The methoxysilane radical, `[CH2]C[SiH2]OC`, looks wrong. Its silicon carries a charge of +0.47 e, the second highest of the six, yet its highest surface potential, 1.16 V, is the second lowest. A more positive atom ought to make a more positive spot on the outside of the molecule. That it does not is the key to the whole table, because the charge on silicon and the potential at the surface respond to different things.

Hartree–Fock single-point calculations with PySCF 2.14.0 on six neutral silicon radicals (spin doublets) at GFN2-xTB geometries, with the basis set varying by row. Surface potentials are the extremes on the 0.001 a.u. electron-density surface, and the Hirshfeld charge is that of the first silicon atom written in the system column.

```csv
system,basis,formula,surface potential max (V),surface potential min (V),Hirshfeld charge of the first heaviest atom (e)
N#C[Si](N)C#N,6-31g(d),C2H2N3Si,2.430,-1.420,0.49
C=[C][SiH2][SiH3],"6-311+g(d,p)",C2H7Si2,1.032,-0.511,0.30
BNB(N)[CH]CN[SiH3],6-31+g(d),C2H12B2N3Si,1.788,-1.314,0.42
FC([SiH2])[SiH3],def2-svp,CH6FSi2,1.194,-1.243,0.28
[CH2]C[SiH2]OC,def2-tzvp,C3H9OSi,1.160,-1.060,0.47
[CH2]N([SiH3])[SiH3],def2-svp,CH8NSi2,1.328,-0.490,0.41
```

A few sizes are worth remembering. A bond from silicon to a more electronegative atom costs the silicon roughly a tenth of an electron. The positive spot that silicon shows at the surface is worth about 1 V, a hydrogen of an NH₂ group about 2 V, and an exposed lone pair somewhat more than 1 V on the negative side. The basis sets differ between rows, so only potential differences of several tenths of a volt are given a cause here. Hartree–Fock theory also tends to exaggerate the polarity of bonds.

The silicon charge is the simpler quantity. The Hirshfeld scheme divides the electron density at each point among the atoms in proportion to what the free atoms would have there. Silicon holds its valence electrons more loosely than hydrogen, carbon, nitrogen or oxygen, so each such neighbour draws some density away. The calculation supports this picture for hydrogen: the hydrogens on silicon are negative, by 0.08 to 0.10 e.

Two rows show what does not count. In the vinyl radical, `C=[C][SiH2][SiH3]`, the silicon has one carbon, two hydrogens and a second silicon as neighbours. In the fluoro radical, `FC([SiH2])[SiH3]`, the listed silicon has one carbon, two hydrogens and an unpaired electron. Their charges are almost the same, 0.30 and 0.28 e. A bond between two silicon atoms moves little charge because the partners are alike, and an unpaired electron that stays on silicon is not lost to a neighbour.

This suggests adding up the bonds. Let $q$ be the silicon charge, $n$ the number of bonds to atoms other than silicon, and $\chi$ the electronegativity, with rough recalled values of 1.9 for Si, 2.2 for H, 2.6 for C, 3.0 for N and 3.4 for O. Then

$$q = a\,n + b\sum_X(\chi_X-\chi_{\mathrm{Si}}),$$

where the sum runs over the $n$ neighbours $X$. A fit to the five rows without nitrile groups gives $a=0.065$ e and $b=0.075$ e.

The typical miss on these rows is 0.008 e, against 0.029 e if every bond took an equal share, so the kind of neighbour matters as well as the number. The five rows contain only three distinct sets of bonds, however. The two constants can therefore trade against each other, and neither has a meaning of its own. The full fit is in the output printed after this text.

A fairer test is a silicon that took no part in the fit. The fluoro radical has a second one, in its SiH₃ group, bound to one carbon and three hydrogens. Here $n=4$ and the electronegativity differences add up to $0.7+3\times0.3=1.6$. The estimate is $4\times0.065+1.6\times0.075=0.38$ e, and the calculation gives 0.36 e.

The dicyano radical, `N#C[Si](N)C#N`, breaks the rule. It was left out of the fit because a nitrile carbon, tied to nitrogen by a triple bond, pulls harder than an ordinary carbon. The model predicts 0.38 e and the calculation gives 0.49 e, so silicon loses more than its three bonds would suggest. The unpaired electron may contribute too, since part of it has spread from silicon onto the nitrile nitrogens. The two causes are not separated here, and spin contamination in this row makes the computed spread uncertain. The vinyl row, which is part of the fit, is contaminated as well, so its charge is also less certain.

The surface asks a different question: what does a positive test charge feel when it touches the molecule? It feels every nucleus and every electron, the near ones more strongly than the far ones. The density that silicon has lost has not gone far; it sits on the atoms next door. Seen from outside, a more positive silicon comes with more negative neighbours, and much of the gain cancels.

Silicon shows itself at the surface through a sigma hole, a positive spot where the line of a bond is extended beyond the atom. The bond draws density in between its two atoms and leaves the far side of silicon thinly covered. The hole therefore depends on how the density is spread around silicon, not only on the total charge. In the four rows without N–H bonds the surface maximum is of this kind, and it stays between 1.03 and 1.33 V. In the fluoro radical it sits on the SiH₃ silicon, not on the listed one. That silicon carries 0.36 e against 0.47 e in the methoxysilane, yet the two potentials are nearly equal. The methoxysilane even shows two such spots on one silicon: 1.16 V opposite the carbon and a slightly lower value opposite the oxygen. Oxygen pulls harder than carbon, yet the spot opposite it is no stronger. The odd row of the opening is thus an ordinary sigma hole on an unusually positive atom.

The two rows that rise well above this range owe it to hydrogen on nitrogen. The dicyano radical allows a comparison within one molecule. Its silicon has a sigma hole of 1.09 V, while the surface next to an amine hydrogen reaches 2.43 V, although that hydrogen carries only 0.15 e. The aminoborane radical, `BNB(N)[CH]CN[SiH3]`, has its maximum of 1.79 V at the same kind of site, a hydrogen of an NH₂ group. Not every N–H hydrogen does this: the one on the nitrogen next to silicon in the same radical reaches only about 1 V.

Distance is part of the reason. The surface lies about 1.2 Å from the amine hydrogen but 2.2 Å from silicon. Yet the nearby atom's own charge divided by distance would still favour silicon, with $0.49/2.2=0.22$ against $0.15/1.2=0.13$ e/Å. The other atoms have to be counted too. The silicon spot lies between two nitrile groups with negative ends, whereas the amine hydrogens point away from them. What a single charge per atom leaves out may add to this: hydrogen has no core electrons, and its one electron is drawn towards nitrogen, so the proton is thinly covered on its outer side.

The negative end of the scale follows exposed lone pairs. Four rows have minima between −1.06 and −1.42 V, located at a nitrile nitrogen, an amine nitrogen, a fluorine and an oxygen. A lone pair places electron density on the outside of an atom, where a test charge can come close to it. The vinyl radical has no lone pair, and its minimum of −0.51 V lies above and below the plane of the double bond, nearest the carbon with the unpaired electron. The pi electrons are its likely source.

The disilylamine radical, `[CH2]N([SiH3])[SiH3]`, is the exception, for it contains nitrogen and still has the shallowest minimum, −0.49 V. Its nitrogen is nearly as negative as the one bound to silicon in the aminoborane radical, −0.31 against −0.34 e. Yet that other nitrogen produces a minimum deeper by 0.8 V. Once more, the charge of an atom does not tell what the surface shows.

The shape of the molecule suggests why. Nitrogen, its two silicons and the CH₂ group lie in one plane, so the lone pair stands upright and overlaps with the half-filled orbital on carbon. It is shared with the CH₂ group, and the minimum indeed lies above and below that carbon, not at nitrogen. Two positive silicon atoms beside the nitrogen should weaken its negative potential further. How much each effect contributes remains untested.

For a related molecule, the two questions can be taken in turn. The Hirshfeld charge of silicon can be roughly estimated by counting its bonds, with about 0.09 e for hydrogen, 0.12 for carbon and 0.15 for nitrogen. This fails when a nitrile group is attached, and it is untested for halogens on silicon. For the surface, look for NH₂ hydrogens first, then for sigma holes, and for lone pairs that are not shared with a neighbour.

Silanes with amino or alkoxy groups serve as precursors for the silicon oxide and nitride films of electronic devices. The radicals here are at most fragments of such molecules, and a potential is not a reaction barrier. Still, the table cautions against judging from the silicon charge alone how an approaching surface group will be attracted: that group meets the whole molecule, and its first contact may be with an N–H hydrogen.

Output of the analysis:

```
fit of q_h on 5 rows (cyano < 1): coefficient of polar 0.06518 +/- 0.0067, coefficient of dchi 0.07537 +/- 0.012; rms 0.00778, worst FC([SiH2])[SiH3] 0.0135, leave-one-out rms 0.0171
  rows outside the fit (model, value, miss): N#C[Si](N)C#N 0.384, 0.49, -0.106
rms miss if every bond took an equal share (e): 0.02857
Silicon charge and its bonds:
                   row  bonds counted  electronegativity sum  charge (e)  model (e)  model less charge (e)
         N#C[Si](N)C#N              3                    2.5        0.49      0.384                 -0.106
     C=[C][SiH2][SiH3]              3                    1.3         0.3     0.2935              -0.006471
    BNB(N)[CH]CN[SiH3]              4                      2        0.42     0.4115              -0.008529
      FC([SiH2])[SiH3]              3                    1.3        0.28     0.2935                0.01353
        [CH2]C[SiH2]OC              4                    2.8        0.47     0.4718               0.001765
  [CH2]N([SiH3])[SiH3]              4                      2        0.41     0.4115               0.001471
model charge drawn by one Si-H bond (e): 0.08779
model charge drawn by one Si-C bond (e): 0.1179
model charge drawn by one Si-N bond (e): 0.1481
model charge drawn by one Si-O bond (e): 0.1782
model charge of the SiH3 silicon in the vinyl row (e): 0.2634
model less computed 0.268 for that silicon (e): -0.004618
model charge of the SiH3 silicon in the fluoro row (e): 0.3813
model less computed 0.361 for that silicon (e): 0.02032
silicon charge of methoxy row less fluoro row (e): 0.19
surface maximum of methoxy row less fluoro row (V): -0.034
distance of the silicon sigma hole from Si in the dicyano row (angstrom): 2.216
its angle off the extended N-Si bond (degrees): 9.709
N-H maximum less silicon sigma hole in the dicyano row (V): 1.339
disilylamine minimum less silylamine minimum (V): 0.824
```
